## Results and discussion: size and energy of the 3d orbital in Sc–Zn and Lu–Hg

Chromium looks wrong. Its 3d orbital energy, −8.78 eV, lies above that of vanadium (−12.55 eV) and even above that of scandium, three protons earlier, and its mean radius is larger than vanadium's although the nucleus has gained a charge. Copper repeats the pattern against nickel. Both atoms have the configuration d^(n+1)s¹ in a row that is otherwise dⁿs², and the step out of line goes towards weaker binding, opposite to what the familiar "stable half-filled and filled shell" suggests.

Neutral atoms Sc–Zn and Lu–Hg, computed with B-spline radial code 1 in non-relativistic Hartree-Fock at the basis-set limit. The atoms are treated as spherical with a point nucleus, and open shells are averaged over the configuration.

```tsv
species	Z	configuration	ε(3d) (eV)	<r>(3d) (bohr)	<r²>(3d) (bohr²)
Sc	21	[Ar] 3d1 4s2	-9.35290	1.6754	3.6344
Ti	22	[Ar] 3d2 4s2	-11.0429	1.4873	2.8616
V	23	[Ar] 3d3 4s2	-12.5494	1.3513	2.3644
Cr	24	[Ar] 3d5 4s1	-8.77554	1.4010	2.6588
Mn	25	[Ar] 3d5 4s2	-15.2703	1.1581	1.7424
Fe	26	[Ar] 3d6 4s2	-16.5406	1.0848	1.5321
Co	27	[Ar] 3d7 4s2	-17.7705	1.0219	1.3623
Ni	28	[Ar] 3d8 4s2	-18.9688	0.96687	1.2222
Cu	29	[Ar] 3d10 4s1	-13.3671	0.99115	1.3351
Zn	30	[Ar] 3d10 4s2	-21.2939	0.87487	1.0050
Lu	71	[Xe] 4f14 5d1 6s2	-1666.33	0.19390	0.043990
Hf	72	[Xe] 4f14 5d2 6s2	-1740.30	0.19049	0.042446
Ta	73	[Xe] 4f14 5d3 6s2	-1816.17	0.18720	0.040982
W	74	[Xe] 4f14 5d4 6s2	-1893.93	0.18402	0.039593
Re	75	[Xe] 4f14 5d5 6s2	-1973.54	0.18095	0.038272
Os	76	[Xe] 4f14 5d6 6s2	-2054.97	0.17798	0.037017
Ir	77	[Xe] 4f14 5d7 6s2	-2138.20	0.17511	0.035822
Pt	78	[Xe] 4f14 5d9 6s1	-2218.79	0.17233	0.034683
Au	79	[Xe] 4f14 5d10 6s1	-2305.32	0.16963	0.033598
Hg	80	[Xe] 4f14 5d10 6s2	-2398.56	0.16701	0.032562
```

Here ε(3d) is the Hartree-Fock eigenvalue of the 3d orbital, ⟨r⟩(3d) its mean distance from the nucleus and ⟨r²⟩(3d) its mean square distance. The orbital is 3d in all twenty rows, and its role changes between the blocks. In Sc–Zn it is the outer d shell being filled. In Lu–Hg it is a full shell deep in the core, and the shell being filled is 5d, which in the same calculations lies at −6.62 eV and 2.485 bohr for Lu. The two blocks therefore compare one orbital as a valence and as a core orbital.

Among the s² atoms ε falls and ⟨r⟩ shrinks from each row to the next in both blocks. The size of a break was measured against a smooth curve: an unweighted least-squares cubic in Z through the eight s² atoms of the block, for ε and for 1/⟨r⟩. The cubic has no physical content. It follows the s² energies to 0.024 eV in Sc–Zn, far coarser than the printed digits, and to 0.009 eV in Lu–Hg, close to them. Against it Cr is 5.2 eV and Cu 6.8 eV less bound, and larger by 13 % and 8 % of the smooth radius. Pt and Au, also s¹, are less bound by 4.4 and 4.7 eV. Their radii leave the curve by about half a unit of the last printed digit or less, which is no departure at all.

### One screened charge

The simplest picture lets the other electrons cancel part of the nuclear charge, so that the 3d electron moves as in a hydrogen-like ion of charge Z*. One number then fixes everything. For n = 3 and l = 2, in atomic units, ⟨r⟩ = [3n² − l(l+1)]/2Z* = 10.5/Z*, ε = −Z*²/2n² = −Z*²/18 and ⟨r²⟩ = 126/Z*². A charge can be read from the radius, Z_r = 10.5/⟨r⟩, or from the energy in hartree, Z_E = √(−18ε), and the two should agree. The ratio ⟨r²⟩/⟨r⟩² should be 8/7 = 1.143 whatever the charge.

The picture is tempting because it gets the slope of the radius right. From Sc to Zn, Z_r rises by 0.64 per element, and from Lu to Hg by 0.97. Slater's rules, which let a 3d electron screen another by 0.35 and let outer electrons screen nothing, give 0.65 and 1.00.

It fails on the energy. Z_r exceeds Z_E in all twenty rows, by a factor of about 1.6 in Lu–Hg and of 2.5 to 3.6 in Sc–Zn, with the Slater charge between the two in every row. Z_E also climbs more slowly, 0.14 per element in the light block and 0.74 in the heavy one. A distorted orbital cannot be the whole excuse: in Lu–Hg the shape ratio is 1.17, about 2 % above the hydrogenic value, and the two charges still differ by more than 20 units. Electron counting makes the failure sharper. For Lu, Z − Z_E = 71 − 33.2 = 37.8, yet only 27 other electrons have n ≤ 3. No assignment of screening to the electrons inside or beside the orbital reaches that number, whereas Z − Z_r = 16.8 is a plausible count: the ten electrons of the first two shells and part of the third.

The breaks can be tested more leniently, asking only that ε scale as 1/⟨r⟩² about the smooth curve. The swelling of Cr then accounts for 3.0 of its 5.2 eV and that of Cu for 2.8 of 6.8 eV. For Pt and Au the energy break would need a radius larger by 1.7 × 10⁻⁴ bohr, more than thirty times the rounding of the column, and the radius does not move. The table thus rules out a single charge for both size and energy.

### Stability of d⁵ and d¹⁰

A second explanation ties the breaks to the d count: Cr is d⁵, Cu and Au are d¹⁰. Three comparisons speak against it. The sign is wrong, since the 3d level rises. Platinum, d⁹, breaks almost as much as gold. And the atoms with the same d counts that keep s² show no such break when each is left out of the cubic in turn: Mn departs by +0.03 eV and Re by −0.01 eV, about the misfit of the curve. Zn and Hg depart by +0.2 and −0.2 eV, but for them the cubic is extrapolated two and three elements beyond its last point, and these numbers give only a rough limit on the effect. What the four irregular rows share is the transfer of one electron from s to d.

The force of this result differs between d⁵ and d¹⁰. Open shells are averaged over the configuration, and the averaged repulsion per pair of d electrons has the same form at every filling. The extra exchange of the high-spin ⁷S and ⁶S terms of Cr and Mn is removed by construction, so the smoothness at Mn says nothing about the real terms. In those terms parallel spins would lower the 3d level by an amount of the order of electronvolts. The d¹⁰s¹ and d¹⁰s² configurations have a single term each, so no averaging is involved for Cu, Zn, Au and Hg, and the raised level of Cu cannot be blamed on it. The configurations were also imposed. The calculation does not say why Cr or Cu prefers s¹, which is a matter of total energies; it shows what happens to the 3d orbital once the atom is s¹.

### Enclosed charge sets the size, outer charge shifts the energy

A spherical shell of charge exerts no force on an electron inside it, but it raises the potential there by a constant, one over the radius of the shell for each electron. The size of an orbital is set by forces, that is by the nucleus and the charge enclosed. Its energy is measured from an electron at rest outside the atom and contains the constant as well. An orbital buried under many electrons can keep the shape that belongs to a large charge while its energy is lifted far above the hydrogenic value. This gives Z_r > Z_E without any adjustable quantity.

For a local potential V(r) the statement can be made exact. The eigenvalue is ε = T + ⟨V⟩ with T the kinetic energy of the orbital, and the virial theorem gives 2T = ⟨r dV/dr⟩. Adding and subtracting T,

ε = −T + ⟨V + r dV/dr⟩ = −T + ⟨d(rV)/dr⟩.

For the nucleus rV = −Z is constant and drops out. For the other electrons, with radial density D(s) and enclosed number N(r), V = N(r)/r + ∫ D(s)/s ds, the integral running over s > r. Then rV = N(r) + r∫ D(s)/s ds, and on differentiation the term D(r) from N cancels against −D(r) from the lower limit. What remains is the integral itself, the potential V_out of the charge that lies farther out:

ε = −T + ⟨V_out⟩.

Exchange in Hartree-Fock is non-local, so the identity holds here only approximately. With the hydrogenic estimate T ≈ Z_r²/18, the gap G = ε + Z_r²/18 is what the table offers for ⟨V_out⟩. Shells that lie wholly outside should contribute their electron number times ⟨1/r⟩.

Osmium serves as the worked case, and nothing in it is fitted. The radius gives Z_r = 10.5/0.17798 = 58.995, so T ≈ 58.995²/18 = 193.36 hartree or 5262 eV (1 hartree = 27.211 eV). A single charge would put ε at −5262 eV; the table has −2055 eV, so G = 3207 eV. The same calculation gives ⟨1/r⟩ in bohr⁻¹ for the shells with n ≥ 4:

- 4s, 4p: 2 × 2.970 + 6 × 2.876 = 23.20
- 4d, 4f: 10 × 2.680 + 14 × 2.296 = 58.94
- 5s, 5p: 2 × 1.170 + 6 × 1.058 = 8.69
- 5d, 6s: 6 × 0.763 + 2 × 0.346 = 5.27

The sum is 96.1 hartree or 2615 eV, which is 82 % of the gap. The estimate ε ≈ −5262 + 2615 = −2647 eV is still too deep by 592 eV, 29 % of the tabulated value. For Lu the same sum is 2174 eV, 79 % of its gap, and leaves 593 eV.

The remainder has the sign that the identity leads to, because each of the 17 other electrons of the third shell is outside the 3d electron part of the time. It cannot be read as a measurement of that term. The sum overcounts the n = 4 shells, which reach partly inside 3d, exchange is ignored, and T is uncertain: the hydrogenic ⟨1/r⟩ = Z*/9 with the Os value 6.711 bohr⁻¹ gives a charge of 60.4 in place of 59.0, and a T larger by about 5 %, which is close to half the remainder. For the same reason the agreement in the change from Lu to Os, 440 eV in the gap against 441 eV in the sum, is closer than the model deserves. The third shell contracts by 8 % over these five elements and its share ought to grow, so some cancellation is likely. The comparison rests on two atoms. It supports the statement that the outer shells carry about four fifths of the gap and most of its growth, and no more.

The split of that growth is instructive. The 5d shell, which gains the five new electrons, supplies only 110 eV of the 441 eV. The rest comes from shells whose occupation is fixed and which contract as Z rises; the 4f shell alone adds 14 × (2.296 − 1.900) = 5.5 hartree, about 150 eV. Both parts are needed to explain why Z_E rises by only 0.74 per element. Since Z_E² = Z_r² − 18G with G in hartree, a constant gap would make Z_E climb faster than Z_r, by about 1.5 per element. The contraction of the fixed shells brings this down to roughly the slope of Z_r, and the added 5d electrons take it below. The new electron, at 1.7 bohr in Os against 0.18 bohr for 3d, hardly changes the force on 3d, but it raises the potential on which the level sits, and each proton raises it further by pulling the outer shells inwards.

### The s¹ atoms

Pt and Au are the cleanest case. Moving an electron from 6s to 5d brings it closer but leaves it far outside 3d, so the force on the core electron is unchanged and the constant rises. With orbitals frozen at their Os form the rise is (0.763 − 0.346) hartree = 11.3 eV. The sign is right and the absence of a change in radius follows, but the breaks found are only 0.39 and 0.42 of this estimate. The step in ε between elements shows it directly: 83.2 eV for Os–Ir, 80.6 eV for Ir–Pt where the s electron is lost, and 93.2 eV for Au–Hg where it returns. At Au the 5d shell closes over closed 3d and 4d shells, where single-orbital quantities may jump by convention. No such jump is visible, since Au breaks like Pt, whose 5d shell is open, and its radius stays on the curve.

In Cr and Cu the moved electron lands in the 3d shell itself, inside its partners half of the time, so both force and potential change. The first-order rise of the level is the averaged 3d–3d repulsion less the averaged 3d–4s repulsion. With the Slater integrals computed for Mn these are F⁰(3d,3d) − (2/63)(F² + F⁴) and F⁰(3d,4s) − G²/10, and the difference is (21.88 − 0.52) − (9.44 − 0.10) = 12.0 eV. The breaks at Cr and Cu are 0.43 and 0.56 of it. Part of that spread arises because the integrals belong to neither atom and grow as the orbital shrinks: the break at Cu is 1.30 times that at Cr, and the smooth 1/⟨r⟩ is 1.35 times larger, though two points cannot establish a scaling.

All four frozen estimates overshoot by roughly a factor of two. The standard cause is relaxation: the extra d electron makes the d shell swell, which lowers the repulsion that raised the level. For Cr and Cu the table shows the swelling, and the shape ratio, 1.29 to 1.31 in the s² atoms, jumps to 1.35 and 1.36, so it is the tail that grows most. For Pt the electron–nucleus energy of the same calculations allows a test. Divided by −Z it is the sum of ⟨1/r⟩ over all electrons, which is the potential they make at the nucleus. This sum grows by 9.256 hartree from Re to Os and by 9.308 from Os to Ir, which leads one to expect 9.36 for the next step, but from Ir to Pt it grows by 9.517. The excess of 0.16 hartree, or 4.3 eV, is close to the break of 4.4 eV and far below the frozen 11.3 eV, so the other electrons have moved outwards. A swelling of 5d by a few per cent would be enough, though the sum does not say which shell gives way. The 4s level gives a small cross-check. It sees a d electron and its s partner with similar repulsion, 9.44 against 7.36 eV in Mn, so it should move far less than 3d, and in Cr it lies at −5.65 eV, only 0.9 eV above the mean of V (−6.32 eV) and Mn (−6.84 eV).

The quantitative form of the model breaks down in the light block. The gap is positive and grows along the s² atoms from 50 eV at Sc to 196 eV at Zn, but at Cr and Cu it dips below the value of the preceding element, so their raised levels are not a constant shift of an unchanged orbital. T from ⟨r⟩ is also poor here: for Mn, 9⟨1/r⟩ = 9 × 1.150 = 10.35 against Z_r = 9.07, a difference of 30 % in T. The cause is that 3d shares space with the argon core. In Mn its radial maximum, 0.77 bohr, almost coincides with that of 3p, 0.76 bohr, so the inner part feels a large charge and the tail a small one. This is why Slater's rules, which count the core as a complete screen, give 3.0 for Sc where the radius gives 6.3.

It also changes the meaning of the slope that made the single charge look good. The s→d transfer lowers Z_r by 0.95 at Cr and 0.83 at Cu, against Slater's 0.35. If the loss of a 4s electron does little to the size, as the shell argument implies, then an added 3d electron costs about 0.9 in Z_r, and a proton must add about 1.5 to leave the net 0.64. A response above one is possible when contraction carries the orbital deeper into the core, where it is screened less. On this reading, which is an inference and not a column of the table, the agreement with 0.65 is a balance of two larger responses.

### Neighbouring series, and limits of the heavy block

The rule that emerges is to ask where the added or moved electron sits relative to the orbital observed. The valence 5d orbital of Lu–Hg should behave like 3d in Sc–Zn, with breaks in both size and energy at Pt and Au; its smooth part does, going from −6.62 eV in Lu to −13.74 eV and 1.706 bohr in Os. Beyond Zn the added 4p electrons lie outside 3d and offset little of each proton's effect on its size, so the slope of Z_r should rise from about 0.6 to above 1 at first, and settle towards 1 as 3d sinks into the core. In the doubly charged ions of Sc–Zn, all plain dⁿ, the breaks at Cr and Cu should vanish, and the loss of the outer 4s charge should deepen ε proportionally much more than it shrinks ⟨r⟩. Across the lanthanides the added 4f electron lies much nearer the core 3d than a 5d electron does (⟨1/r⟩ of 1.90 against 0.53 bohr⁻¹ in Lu), so ε(3d) should fall more slowly per element (the smaller nuclear charge works in the same direction) and a change of f count should leave a larger break than at Pt. These are consequences of the argument, not computed results.

The Lu–Hg energies are not realistic core levels. The spin-orbit parameter computed for Os 3d implies a splitting of 2.5ζ ≈ 70 eV between 3d₃/₂ and 3d₅/₂, comparable to the mean step of 81 eV between elements, and it is absent from the table. Relativistic contraction of the s and p shells would change both the enclosed charge and the outer potential, and the strong stabilisation of 6s would alter the size of the breaks at Pt and Au. An eigenvalue also omits the relaxation around a hole and all correlation, so in neither block is −ε(3d) a measured binding energy. The separation of size from energy rests on electrostatics and should survive these corrections, while the values of 4.4 and 4.7 eV belong to this level of theory.
